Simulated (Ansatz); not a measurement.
**The dipole moment down a group: C to Sn**

One atom is swapped for its congeners: CH2F2 `FCF`; SiH2F2 `F[SiH2]F`; GeH2F2 (difluorogermane) `[F][GeH2][F]`; SnH2F2 `[F][SnH2][F]`. All are singlets with charge 0.

Shapes, held fixed at every level: PBE0-D4/def2-TZVP. Programs: Ansatz 0.2.0. Values in D.

```json
{"level": "PBE-D4/def2-TZVPP", "CH2F2": "1.72", "SiH2F2": "1.34", "GeH2F2": "2.41", "SnH2F2": "3.22"}
{"level": "r2SCAN-D4/def2-TZVPP", "CH2F2": "1.80", "SiH2F2": "1.38", "GeH2F2": "2.51", "SnH2F2": "3.35"}
{"level": "B3LYP-D4/def2-TZVPP", "CH2F2": "1.87", "SiH2F2": "1.47", "GeH2F2": "2.60", "SnH2F2": "3.43"}
{"level": "wB97M-V/def2-TZVPP", "CH2F2": "1.86", "SiH2F2": "1.43", "GeH2F2": "2.60", "SnH2F2": "3.46"}
{"level": "measured", "CH2F2": "1.97", "SiH2F2": "–", "GeH2F2": "–", "SnH2F2": "–"}
```

At wB97M-V/def2-TZVPP the dipole moment isn't monotonic: it is largest for Sn and smallest for Si (3.46 and 1.43 D). Every level shows the same order. Measured values: NIST CCCBDB. For atoms past krypton def2 sets carry core potentials with scalar relativity. Relativity is left out for Ge unless named.

The dip at silicon reflects a change in how the bond dipoles combine, not a less polar bond to fluorine. Carbon is slightly more electronegative than hydrogen, so in CH2F2 the C–H dipoles reinforce those of the C–F bonds. Silicon is more electropositive than hydrogen; its hydridic Si–H bonds oppose the strongly polar Si–F bonds, and the molecular moment falls. The recovery at germanium fits its higher electronegativity relative to silicon, a consequence of the filled 3d shell, which makes the hydrogens less hydridic and weakens the cancellation. At tin, longer and very polar Sn–F bonds probably outweigh the renewed opposition from Sn–H.

The differences between congeners exceed the spread between functionals, so the ordering is secure across these levels. PBE gives the smallest moment in every molecule, perhaps because it delocalises charge too readily. For CH2F2 all four functionals fall below the measured 1.97 D. Total moments alone cannot separate the effects of bond polarity, bond length and angle.
